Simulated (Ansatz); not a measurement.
**SiNH3 (SMILES [N][SiH3]): methods side by side**

SiNH3: 5 atoms, total charge 0, spin state triplet. As SMILES, `[N][SiH3]`. The coordinates come from a GFN2-xTB relaxation.

Each level gives the vertical ionisation energy (to the doublet cation) (eV). The values are calculated.

```csv
level,kind,program,value (eV)
UHF/STO-3G,Hartree–Fock,Ansatz,9.17
USVWN5/STO-3G,LDA,Ansatz,8.84
UBLYP/STO-3G,GGA,Ansatz,8.84
RPA@PBE/STO-3G,RPA,Ansatz,8.19
UMP2/STO-3G,perturbation theory,Ansatz,9.03
UBCCD(T)/STO-3G,coupled cluster or CI,Ansatz,7.55
UCCSD(T)/STO-3G,coupled cluster or CI,Ansatz,?
UCCSD/STO-3G,coupled cluster or CI,Ansatz,?
FCI/STO-3G,exact in the basis,Ansatz,8.74
```

**Question.** Estimate the missing values from the other rows.

**Answer.** As computed at these levels: UCCSD(T)/STO-3G: 8.79 eV; UCCSD/STO-3G: 8.91 eV. The values span 7.55 to 9.17 eV. Spin contamination of the reference (⟨S²⟩ at least 0.1 too high) touches UHF/STO-3G, USVWN5/STO-3G, UBLYP/STO-3G, RPA@PBE/STO-3G, UMP2/STO-3G, UBCCD(T)/STO-3G, UCCSD(T)/STO-3G, UCCSD/STO-3G. All rows use very small basis sets, so even the best lies far from the true value.

Against the full-CI value of 8.74 eV, the sequence from Hartree–Fock through MP2 and CCSD to CCSD(T) falls steadily towards the exact result in this basis. Correlation therefore appears to lower the ionisation energy, the reverse of the usual case, in which the neutral species loses correlation energy on ionisation. A likely reason is that the triplet nitrene keeps its two unpaired electrons in separate nitrogen p orbitals, where exchange already holds them apart, whereas the electron-poor doublet cation has low-lying configurations that mix strongly, helped by donation from the Si–H bonds.

Brueckner coupled cluster breaks the pattern: at 7.55 eV it lies far below both CCSD(T) and full CI. This suggests that its orbitals settled on a different solution for one of the two charge states, rather than a genuine triples effect. The identical LDA and BLYP values probably reflect cancelling errors and don't show that gradient corrections are unimportant. Whether a quartet cation lies below the doublet remains untested.
